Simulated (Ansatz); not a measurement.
MgO: the change of pressure and energy above lowest point with volume per atom

Results calculated with Ansatz 0.2.0 development build, not measured. Equation of state of a cubic crystal from periodic Kohn-Sham density functional theory without spin; pressure corrected for the finite basis.

Cell of the first row (space group Fm-3m, No. 225):
```
cell vectors (Å)
   0.0000     2.0688     2.0688
   2.0688     0.0000     2.0688
   2.0688     2.0688     0.0000
atoms (fractions of the cell vectors)
Mg  0.00000  0.00000  0.00000
O   0.50000  0.50000  0.50000
```

Settings of every row: formula MgO; structure type rock salt; functional r2SCAN; spin treatment none; k mesh 14x14x14; occupation method fermi-dirac; occupation width 0.1 eV; wave cutoff 700 eV; datasets hard PAW; density cutoff ratio 4; xc grid level 2.

Limits: pseudopotentials made with PBE, not this functional; the SCF threshold is loose for a stress in some rows.

```
row  volume per atom (Å³)  pressure (GPa)  energy above lowest point (meV/atom)
  1                 8.855            8.91                                 10.68
  2                 9.144               ?                                     ?
  3                 9.432          -2.389                                     0
  4                 9.721          -6.831                                  8.41
  5                 10.01         -10.627                                 24.23
```

Question: what pressure and energy above lowest point should row 2 give?

Worked fit of pressure. Take u = (V_r/V)^(2/3) − 1 with V_r = 9.5765 Å³ an atom, which is twice the finite (Eulerian) strain; such expansions in the strain, on which the Birch-Murnaghan equation of state is built, carry the rest volume and the bulk modulus. The shown rows have u = 0.05361, 0.01019, -0.00993, -0.02908. Least squares give pressure = −4.7014 + 221.319 × u + 607.38 × u² GPa; a straight line predicts inner rows, each left out in turn, worse (root mean square 0.63 against 0.017 GPa). The rows lie off it by 0.001, -0.006, 0.008, -0.003 (root mean square 0.0052 GPa). The pressure vanishes at u = 0.0201, or V = 9.294 Å³ an atom, and there the bulk modulus at fixed shape and fractions is B = −V dP/dV = (2/3)(1 + u) dP/du = 167 GPa. The withheld row has u = 0.03129, so the fit gives −4.7014 + 221.319 × (0.03129) + 607.38 × (0.03129)² = 2.818 GPa.

The calculation gave 2.813 GPa. The fit lies 0.005 GPa (0.026 % of the column's range) above it; its largest miss of a shown row is 0.008 GPa.

Worked fit of energy above lowest point. Take u = (V_r/V)^(2/3) − 1 with V_r = 9.5765 Å³ an atom, which is twice the finite (Eulerian) strain; such expansions in the strain, on which the Birch-Murnaghan equation of state is built, carry the rest volume and the bulk modulus. The shown rows have u = 0.05361, 0.01019, -0.00993, -0.02908. Least squares give energy above lowest point = 3.202 − 419.85 × u + 10433 × u² meV/atom; a straight line predicts inner rows, each left out in turn, worse (root mean square 11 against 0.021 meV/atom). The rows lie off it by 0.00, -0.01, 0.01, 0.00. Its lowest point lies at u = 0.0201, or V = 9.295 Å³ an atom, and the curvature there gives the bulk modulus at fixed shape and fractions, B = (4/9)(1 + u)² E″(u)/V = 166 GPa. The withheld row has u = 0.03129, so the fit gives 3.202 − 419.85 × (0.03129) + 10433 × (0.03129)² = 0.28 meV/atom.

The calculation gave 0.26 meV/atom. The fit lies 0.02 meV/atom (7.7 % of the value, 0.083 % of the column's range) above it; its largest miss of a shown row is 0.01 meV/atom.
